**Os²⁺ in an octahedron of point charges: spin mixing against distance**

The table holds the ground level, first excitation and χT of 5d⁶ Os²⁺ among six charges of −1.7 e at seven distances, from OpenMolcas CASSCF(5d) with spin-orbit state interaction, ANO-RCC-VTZP and DKH2. The program tests the first-order ⁵T₂ picture and a 210-state crystal-field model of d⁶, with Δ, B, C and ζ taken from the runs at 2.21 and 2.34 Å, solved with quintets only, with triplets added, and in full. The first-order gap ζ/2 is four to eleven times the computed one, and the quintet-only gap runs the wrong way with distance. The full model follows the six T2 rows within 55 cm⁻¹ in the gap and 0.03 cm³ K/mol in χT at 300 K. It gives the A1 ground level at 2.14 Å through mixing with triplets and singlets, but overshoots there (gap 530 against 288 cm⁻¹). The runs with scaled B and C and with a large Δ are illustrations only.

Os2+ at the centre of a regular octahedron of six point charges of −1.7 e, at varied distance. OpenMolcas 26.06, state-averaged CASSCF (active 5d shell) with spin-orbit state interaction (atomic mean field), ANO-RCC-VTZP, DKH2, point nucleus. The ground level carries its double-group label; χT is the powder susceptibility times temperature by Van Vleck's formula.

## Script

```python
# Table: Os2+ (5d6) among six -1.7 e point charges; OpenMolcas CASSCF(5d) + spin-orbit, ANO-RCC-VTZP, DKH2:
# ground level, first excitation, chiT. Tested: first-order 5T2 picture and a d6 crystal-field model (Delta,B,C,zeta).
T = {
    'charge_distance': [2.14, 2.21, 2.24, 2.25, 2.33, 2.34, 2.5],  # Å
    'label': ['A1', 'T2', 'T2', 'T2', 'T2', 'T2', 'T2'],
    'deg': [1, 3, 3, 3, 3, 3, 3],
    'gap': [288, 158, 211, 226, 317, 326, 391],  # 1/cm
    'chi_2': [0.01, 3.15, 3.19, 3.2, 3.29, 3.29, 3.4],  # cm3 K/mol
    'chi_50': [0.241, 3.6, 3.56, 3.55, 3.56, 3.56, 3.64],  # cm3 K/mol
    'chi_300': [2.76, 4.11, 4.22, 4.25, 4.36, 4.37, 4.52],  # cm3 K/mol
}
import numpy as np, itertools as it
from scipy import constants as sc
from scipy.optimize import least_squares, brentq
from sympy.physics.wigner import wigner_3j as w3
R,gap,c2,c50,c300=[np.array(T[k],float) for k in ('charge_distance','gap','chi_2','chi_50','chi_300')]
# further outputs of the same runs: chiT at 5, 10 K; lowest-term energy + 17241 Ha; rows 2.21 and 2.34 (cm-1)
c5=np.array([0.023839,3.181642,3.215277,3.226177,3.301756,3.309834,3.410161])
c10=np.array([0.047678,3.230667,3.254117,3.262927,3.330303,3.337893,3.435729])
Et=np.array([-.8523,-.6817,-.6125,-.5899,-.4173,-.3966,-.0914])
D2=[10648.4,8127.5]; low=[4451.9,4572.8]; A1=[336.4,842.7]; wA=[0.637,0.758]
ref=np.array([[9177,12447,16762,9206,16282,22420],[11149,13917,16872,13025,18369,23198]],float)
pc=sc.physical_constants; ge=-pc['electron g factor'][0]; k=sc.k/(sc.h*sc.c*100); Ha=pc['hartree-inverse meter relationship'][0]/100
C0=sc.mu_0*sc.N_A*pc['Bohr magneton'][0]**2/sc.k/(4*np.pi)*1e6
n=np.log(D2[0]/D2[1])/np.log(R[5]/R[1]); Dl=lambda r: D2[0]*(R[1]/r)**n
dets=lambda N:{sum(1<<p for p in c):i for i,c in enumerate(it.combinations(range(10),N))}
d6,d5=dets(6),dets(5); A=np.zeros((10,252,210))
for s,i in d6.items():
    for p in range(10):
        if s>>p&1: A[p,d5[s^(1<<p)],i]=(-1)**bin(s&((1<<p)-1)).count('1')
E=np.array([[A[p].T@A[q] for q in range(10)] for p in range(10)]); one=lambda o,s: np.tensordot(np.kron(o,s),E,2)
m=[2,1,0,-1,-2]; lz=np.diag(np.array(m,float)); lp=np.diag([np.sqrt(6-x*(x+1)) for x in m[1:]],1)
I5,I2=np.eye(5),np.eye(2); sz=np.diag([.5,-.5]); sp=np.diag([1.],1)
def V(K):
    cs=[one(np.array([[(-1.)**a*5*float(w3(2,K,2,0,0,0)*w3(2,K,2,-a,q,b)) if a-b==q else 0. for b in m] for a in m]),I2) for q in range(-K,K+1)]
    return sum(c@c.T for c in cs)/2
eg=np.zeros((5,5)); eg[2,2]=1; eg[np.ix_([0,4],[0,4])]=.5
Sz,Sp=one(I5,sz),one(I5,sp); U=np.linalg.eigh(Sp.T@Sp+Sz@Sz+Sz)[1]  # 50 singlet, 135 triplet, 25 quintet states
V2,V4,Ve,LS,M=[U.T@X@U for X in (V(2),V(4),one(eg,I2),one(lz,sz)+(one(lp,sp.T)+one(lp.T,sp))/2,one(lz,I2)+ge*Sz)]
H0=lambda D,B,C: D*Ve+(49*B+7*C)*V2+12.6*C*V4; ev=np.linalg.eigvalsh
def terms(D,B,C):
    H=H0(D,B,C); return np.r_[ev(H[50:185,50:185])[[0,9,18]],ev(H[:50,:50])[[0,1,4]]]-ev(H[185:,185:])[0]
f=least_squares(lambda x: np.r_[terms(D2[0],*x)-ref[0],terms(D2[1],*x)-ref[1]],[600.,2500.],x_scale=[100,400]); B,C=f.x
z=brentq(lambda y: sum(ev(H0(D,B,C))[0]-ev(H0(D,B,C)+y*LS)[0]-l for D,l in zip(D2,low)),500,9000,xtol=.1)
def sol(D,lo=0,s=1.):
    e,v=np.linalg.eigh((H0(D,s*B,s*C)+z*LS)[lo:,lo:]); e=e-e[0]; d=e[None,:]-e[:,None]; dg=abs(d)<.01; g=dg.sum(1)
    M2=(v.T@M[lo:,lo:]@v)**2; a=(M2*dg).sum(1); b=(M2/np.where(dg,np.inf,d)).sum(1)
    chi=[C0*np.sum(np.exp(-e/k/t)*(a+2*k*t*b))/np.sum(np.exp(-e/k/t)) for t in (2,50,300)]
    iA=np.argmax(g==1); return g[0],e[g[0]],chi,e[iA]-e[np.argmax(g==3)],np.sum(v[-25:,iA]**2),np.sum(v[:max(50-lo,0),iA]**2)
print(f"Delta exponent {n:.2f} (point charges: 5); Delta {Dl(R[0]):.0f} at 2.14, {Dl(R[-1]):.0f} cm-1 at 2.50 (extrapolated)")
print(f"runs, shift per unit Delta, 2.34 to 2.21: 1A1 {(ref[0,3]-ref[1,3])/(D2[0]-D2[1]):.2f}, 3T1 {(ref[0,0]-ref[1,0])/(D2[0]-D2[1]):.2f}")
print(f"fit B {B:.0f}, C {C:.0f}, zeta {z:.0f} cm-1; 12 terms rms {np.sqrt(np.mean(f.fun**2)):.0f}, worst {abs(f.fun).max():.0f} cm-1")
gs,gw=1.5*ge+.5,1.25*(1+ge); cs_,cw=C0*gs**2*2/3,C0*gw**2*2/3
print(f"spin-only S=2 chiT {2*C0*ge**2:.2f}; first-order 5T2 g {gs:.2f}, chiT {cs_:.2f}, gap zeta/2 {z/2:.0f} cm-1")
print(f"weak-field T2 of 5D4: g {gw:.2f}, chiT {cw:.2f} cm3 K/mol; zeta/Delta {z/D2[0]:.2f} at 2.21, {z/D2[1]:.2f} at 2.34")
sl=(c10-c5)/5; c0=c5-5*sl
print("R/A level | chiT(T->0), slope per K, g | intercept+50*slope vs chiT(50 K) | gap/(zeta/2)")
for i in range(7): print(f"{R[i]:.2f} {T['label'][i]} | {c0[i]:.3f} {sl[i]:.5f} {np.sqrt(abs(c0[i])*1.5/C0):.2f} | {c0[i]+50*sl[i]:.2f} {c50[i]:.2f} | {2*gap[i]/z:.2f}")
S=[[sol(Dl(r),lo) for lo in (185,50,0)] for r in R]
print("R/A | gap cm-1: table, quintets, +triplets, full | ground degeneracy table, three models")
for i in range(7): print(f"{R[i]:.2f} | {gap[i]:.0f} "+" ".join(f"{s[1]:.0f}" for s in S[i])+f" | {T['deg'][i]} "+" ".join(str(s[0]) for s in S[i]))
print("R/A | chiT 2, 50, 300 K: table | quintets only | full (table rounding 0.005)")
for i in range(7): print(f"{R[i]:.2f} | {c2[i]:.2f} {c50[i]:.2f} {c300[i]:.2f} | "+" | ".join(" ".join(f"{x:.2f}" for x in S[i][j][2]) for j in (0,2)))
for j,nm in ((0,'quintets only'),(2,'full')): print(f"T2 rows, {nm}: worst gap error {max(abs(S[i][j][1]-gap[i]) for i in range(1,7)):.0f} cm-1, worst chiT(300 K) error {max(abs(S[i][j][2][2]-c300[i]) for i in range(1,7)):.2f}")
print("A1 minus T2, cm-1: quintets, +triplets, full | full A1 weight quintet, singlet | 1A1 term | run")
for i,t in ((0,"A1 lowest"),(1,f"{A1[0]:.0f}, quintet {wA[0]:.2f}"),(5,f"{A1[1]:.0f}, quintet {wA[1]:.2f}")):
    print(f"{R[i]:.2f} | "+" ".join(f"{s[3]:.0f}" for s in S[i])+f" | {S[i][2][4]:.2f} {S[i][2][5]:.2f} | {terms(Dl(R[i]),B,C)[3]:.0f} | {t}")
sA=(A1[1]-A1[0])/(R[5]-R[1]); print(f"runs: A1-T2 slope {sA:.0f} cm-1/A, straight line reaches zero at {R[1]-A1[0]/sA:.3f} A (table: 2.14 to 2.21)")
for s in (1.,.8):
    Dx=brentq(lambda D: sol(D,0,s)[3],5000,30000,xtol=5); Dt=brentq(lambda D: terms(D,s*B,s*C)[3],5000,40000,xtol=5)
    print(f"model, B and C x{s}: A1/T2 levels cross at Delta {Dx:.0f} ({R[1]*(D2[0]/Dx)**(1/n):.2f} A), spin-free 1A1/5T2 at {Dt:.0f} cm-1")
s=sol(30000.); print(f"illustration, Delta 30000 (rough recalled size): degeneracy {s[0]}, singlet weight {s[5]:.2f}, gap {s[1]:.0f}, chiT(300 K) {s[2][2]:.2f}")
x=1/R-1/R[3]; res=(Et-np.polyval(np.polyfit(x[1:],Et[1:],2),x))*Ha
print(f"lowest-term energy, quadratic in 1/R on T2 rows: worst {abs(res[1:]).max():.0f}, row 2.14 off by {res[0]:.0f} cm-1 (rounding {5e-5*Ha:.0f})")
assert T['label'][0]=='A1' and set(T['label'][1:])=={'T2'} and np.all(np.diff(gap[1:])>0)
assert 4<n<6 and abs(c0[0])<1e-3
assert np.all(c0[1:]>cs_) and np.all(c0[1:]<cw) and np.all(np.diff(sl[1:])<0)
```

Output:

```
Delta exponent 4.73 (point charges: 5); Delta 12398 at 2.14, 5946 cm-1 at 2.50 (extrapolated)
runs, shift per unit Delta, 2.34 to 2.21: 1A1 -1.51, 3T1 -0.78
fit B 515, C 3701, zeta 3415 cm-1; 12 terms rms 632, worst 1165 cm-1
spin-only S=2 chiT 3.01; first-order 5T2 g 3.50, chiT 3.07, gap zeta/2 1708 cm-1
weak-field T2 of 5D4: g 3.75, chiT 3.52 cm3 K/mol; zeta/Delta 0.32 at 2.21, 0.42 at 2.34
R/A level | chiT(T->0), slope per K, g | intercept+50*slope vs chiT(50 K) | gap/(zeta/2)
2.14 A1 | 0.000 0.00477 0.00 | 0.24 0.24 | 0.17
2.21 T2 | 3.133 0.00980 3.54 | 3.62 3.60 | 0.09
2.24 T2 | 3.176 0.00777 3.56 | 3.56 3.56 | 0.12
2.25 T2 | 3.189 0.00735 3.57 | 3.56 3.55 | 0.13
2.33 T2 | 3.273 0.00571 3.62 | 3.56 3.56 | 0.19
2.34 T2 | 3.282 0.00561 3.62 | 3.56 3.56 | 0.19
2.50 T2 | 3.385 0.00511 3.68 | 3.64 3.64 | 0.23
R/A | gap cm-1: table, quintets, +triplets, full | ground degeneracy table, three models
2.14 | 288 1255 114 530 | 1 3 3 1
2.21 | 158 1193 302 191 | 3 3 3 3
2.24 | 211 1166 356 253 | 3 3 3 3
2.25 | 226 1156 371 270 | 3 3 3 3
2.33 | 317 1080 455 372 | 3 3 3 3
2.34 | 326 1070 462 380 | 3 3 3 3
2.50 | 391 912 503 442 | 3 3 3 3
R/A | chiT 2, 50, 300 K: table | quintets only | full (table rounding 0.005)
2.14 | 0.01 0.24 2.76 | 3.39 3.48 3.94 | 0.01 0.16 1.76
2.21 | 3.15 3.60 4.11 | 3.42 3.52 4.00 | 3.17 3.55 4.10
2.24 | 3.19 3.56 4.22 | 3.44 3.53 4.03 | 3.21 3.53 4.22
2.25 | 3.20 3.55 4.25 | 3.44 3.54 4.04 | 3.22 3.52 4.24
2.33 | 3.29 3.56 4.36 | 3.48 3.58 4.12 | 3.31 3.54 4.34
2.34 | 3.29 3.56 4.37 | 3.49 3.59 4.13 | 3.31 3.55 4.35
2.50 | 3.40 3.64 4.52 | 3.55 3.68 4.30 | 3.41 3.63 4.49
T2 rows, quintets only: worst gap error 1035 cm-1, worst chiT(300 K) error 0.24
T2 rows, full: worst gap error 55 cm-1, worst chiT(300 K) error 0.03
A1 minus T2, cm-1: quintets, +triplets, full | full A1 weight quintet, singlet | 1A1 term | run
2.14 | 3005 1330 -551 | 0.44 0.21 | 4741 | A1 lowest
2.21 | 2819 1464 361 | 0.61 0.11 | 8041 | 336, quintet 0.64
2.34 | 2455 1499 978 | 0.76 0.04 | 12726 | 843, quintet 0.76
runs: A1-T2 slope 3895 cm-1/A, straight line reaches zero at 2.124 A (table: 2.14 to 2.21)
model, B and C x1.0: A1/T2 levels cross at Delta 11461 (2.18 A), spin-free 1A1/5T2 at 14887 cm-1
model, B and C x0.8: A1/T2 levels cross at Delta 7774 (2.36 A), spin-free 1A1/5T2 at 11909 cm-1
illustration, Delta 30000 (rough recalled size): degeneracy 1, singlet weight 0.88, gap 17865, chiT(300 K) 0.05
lowest-term energy, quadratic in 1/R on T2 rows: worst 13, row 2.14 off by -174 cm-1 (rounding 11)
```
